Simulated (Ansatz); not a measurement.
Level of theory: DFT PBE, scalar-relativistic, plane waves, PAW (Ansatz 0.2.0). Settings: cutoff 420 eV, Γ-centred meshes spaced at most about 0.3 Å⁻¹, and about 0.25 Å⁻¹ or finer for metals (2π included), Gaussian smearing. Collinear spin in cells that started with moments and kept them past the coarse steps, no spin elsewhere.

All energies are static (0 K, no zero-point motion).

Compare these two cells of TaO5, each relaxed at this level.

A. (no spin)

```xyz
6
Lattice="3.4952 0.0000 0.0000 -1.7476 3.0269 0.0000 0.0000 0.0000 8.8591" Properties=species:S:1:pos:R:3 pbc="T T T"
Ta    0.0000    0.0000    0.0000
O     0.0000    0.0000    1.8142
O     0.0000    0.0000    7.0449
O     1.7476    0.0000    4.4295
O    -0.8738    1.5134    4.4295
O     0.8738    1.5134    4.4295
```

B. (site moments Ta -0.4; O -0.5 (×2), 0.8 (×2), 0.2 μB)

```xyz
6
Lattice="4.7115 0.0000 0.0000 0.0000 4.7115 0.0000 0.0000 0.0000 3.6856" Properties=species:S:1:pos:R:3 pbc="T T T"
Ta    0.0000    0.0000    0.0000
O     2.3558    2.3558    0.6064
O     2.3558    2.3558    3.0792
O     0.0000    2.3558    1.8428
O     2.3558    0.0000    1.8428
O     0.0000    0.0000    1.8428
```

Problem. Which form is favoured at zero pressure, and by what margin per atom?

Solution. B is lower, by 0.39 eV/atom. A has space group P6/mmm (No. 191), 15.6 Å³/atom and no gap on its mesh; B has space group P4/mmm (No. 123), 13.6 Å³/atom and no gap. B holds O–O pairs (shortest 1.21 Å, as in O₂); in A the shortest O–O distance is 1.75 Å, near bonding range too. Their magnetic states differ too, which can make part of the margin. Even the lower one lies +0.46 eV/atom against the reference forms of the elements (uncorrected), so neither is stable at this level. In A, around Ta lie 2 O at 1.81 Å; O on a site of symmetry 6mm has 1 Ta at 1.81 Å; O on a site of symmetry mmm has 4 O at 1.75 Å. In B, around Ta lie 2 O at 1.84 Å; around O on a site of symmetry 4mm lie 1 O at 1.21 Å, 1 O at 2.47 Å and 4 O at 2.66 Å; O on a site of symmetry mmm is surrounded by 2 O at 2.36 Å and 4 O at 2.66 Å (long contacts); 1 more site not described. Both come from invented guesses. A third cell relaxed alike, in P-6m2, lies 0.46 eV/atom below the lower of the two.

No dispersion correction is applied, so the spacing and binding between layers, chains or molecules are poorly described (P6/mmm), and this can change margins and order among such cells. These runs have no spin–orbit coupling, which can matter for Ta. In P6/mmm an odd number of electrons in the primitive cell allows no gap without spin; a larger cell or a magnetic state could open one. The magnetic state reached may not be the lowest. Cells relaxed within their symmetry can be saddle points. Some structure types and database cells were kept out of the candidates from the start, so a known form may be missing.

The preference for B probably reflects how each cell accommodates oxygen that tantalum cannot reduce. Ta has only five valence electrons, too few to turn five O atoms into oxide ions. B places two of them in a molecule-like pair with a strong, short bond, whereas A spreads its surplus over a net in which each O has four neighbours at 1.75 Å, too far for a normal single bond. With the oxygen p shell more than half full, such a net has to occupy antibonding states.

Both cells also leave Ta badly underbonded: its two contacts are short and strong, but the coordinates put no other oxygen within bonding range. This explains how a combination of such an electropositive metal with oxygen can lie above the elements, although tantalum oxidation is strongly exothermic. The positive energies therefore reflect these particular arrangements, not weak Ta–O bonding in general. The ordering ranks two poor structures and does not identify the preferred structure of TaO5, as the lower-lying P-6m2 cell confirms.
